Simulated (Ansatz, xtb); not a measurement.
# Relative energy of two isomers of BrH2INOSi+

Structure X is `NO[Si+](Br)I`, a singlet and structure Y is `Br[Si@@]1(I)[NH2+]O1`, a singlet. Both are isolated ions in the gas phase, relaxed with B3LYP-D3(BJ)/def2-SVP; the shapes shown needn't be the lowest conformers.

X (Å):

```xyz
7

Br   -3.6917   -2.4629    2.1204
I    -0.2575   -2.1542    4.0826
N     0.5426   -2.4227    0.5652
O    -0.9088   -2.4741    0.6594
Si   -1.5593   -2.3735    2.1446
H     0.7603   -3.2796    0.0446
H     0.6937   -1.6513   -0.0943
```

Y (Å):

```json
{"atom": "Br", "x (Å)": "-2.5352", "y (Å)": "-4.1374", "z (Å)": "-0.4887"}
{"atom": "I", "x (Å)": "-3.6193", "y (Å)": "-2.0230", "z (Å)": "2.6485"}
{"atom": "N", "x (Å)": "-0.4347", "y (Å)": "-1.9533", "z (Å)": "0.9630"}
{"atom": "O", "x (Å)": "-1.3451", "y (Å)": "-1.1425", "z (Å)": "0.1338"}
{"atom": "Si", "x (Å)": "-2.2358", "y (Å)": "-2.4252", "z (Å)": "0.7784"}
{"atom": "H", "x (Å)": "-0.0606", "y (Å)": "-1.3830", "z (Å)": "1.7336"}
{"atom": "H", "x (Å)": "0.3197", "y (Å)": "-2.3400", "z (Å)": "0.3790"}
```

Quicker runs give these differences E(Y) − E(X): GFN2-xTB +6.2 kcal/mol; HF/STO-3G −17.5 kcal/mol (at GFN2-xTB geometries); r2SCAN-D4/def2-SVP −14.0 kcal/mol (at GFN2-xTB geometries).

Estimate which is lower in electronic energy at CCSD(T)/def2-SVP + ΔMP2/def2-TZVPP, and by roughly how much.

The CCSD(T)/def2-SVP + ΔMP2/def2-TZVPP calculation puts structure Y lower, by 13.7 kcal/mol.

Level by level:

```
                             level               geometry  E(Y) − E(X) (kcal/mol)  departure from the last row (kcal/mol)  job, with rough time for the two
                          GFN2-xTB               GFN2-xTB                      +6.2                                   +20.0              optimisation, 0.42 s
                         HF/STO-3G               GFN2-xTB                     −17.5                                    −3.8               single point, 1.6 s
                r2SCAN-D4/def2-SVP               GFN2-xTB                     −14.0                                    −0.3               single point, 6.9 s
             B3LYP-D3(BJ)/def2-SVP  B3LYP-D3(BJ)/def2-SVP                     −10.2                                    +3.5                optimisation, 64 s
                       HF/def2-SVP  B3LYP-D3(BJ)/def2-SVP                      −8.1                                    +5.7           part of the CCSD(T) run
                      MP2/def2-SVP  B3LYP-D3(BJ)/def2-SVP                     −12.8                                    +0.9           part of the CCSD(T) run
                  CCSD(T)/def2-SVP  B3LYP-D3(BJ)/def2-SVP                     −11.4                                    +2.4                      single point
CCSD(T)/def2-SVP + ΔMP2/def2-TZVPP  B3LYP-D3(BJ)/def2-SVP                     −13.7                                                        single point, 72 s
```

As drawn, Y has 1 N–Si more. Structure X has no ring, Y a 3-membered ring.

GFN2-xTB puts the two in the other order. The largest departure from CCSD(T)/def2-SVP + ΔMP2/def2-TZVPP is that of GFN2-xTB, 20.0 kcal/mol. The last row adds to CCSD(T) the change of the MP2 difference between the two basis sets, here −2.4 kcal/mol.

With harmonic frequencies from B3LYP-D3(BJ)/def2-SVP (ideal gas, rigid rotor, one conformer each, 298.15 K, 1 atm): on the last row, ΔE + ΔZPE = −13.2, ΔH = −13.7, ΔG = −12.5 kcal/mol.

The correlated steps freeze 20 core orbitals; the filled d shell of Br and I is correlated, in a basis made for valence electrons. Atoms past krypton carry core potentials in the def2 sets, other sets are all-electron and non-relativistic, and no spin–orbit term is included. Mirror images aren't counted in ΔG. Run with Ansatz 0.2.0, xtb 6.7.1; the last row on 2 threads of Arm Neoverse V1 on a shared host.

The cyclic ion Y is favoured because closing the ring relieves the electron deficiency at silicon. In X, silicon is a three-coordinate silylium centre whose formally empty 3p orbital receives only modest π donation from oxygen and the halogens. In Y the nitrogen lone pair fills that acceptor orbital, giving four-coordinate silicon and shifting the formal charge to an ammonium-type nitrogen. The new N–Si σ bond evidently outweighs the strain of the three-membered ring.

Hartree–Fock already gives this order, so the preference doesn't depend on correlation, though correlation strengthens it. GFN2-xTB's reversal probably reflects a poor balance between dative bonding and ring strain in its parametrisation. The close agreement of r2SCAN-D4 may owe something to cancellation between basis-set and geometry effects. Ring closure costs some entropy by stiffening internal rotation, but too little to overturn the energetic preference. Without a barrier for ring closure, the kinetic persistence of X remains open.
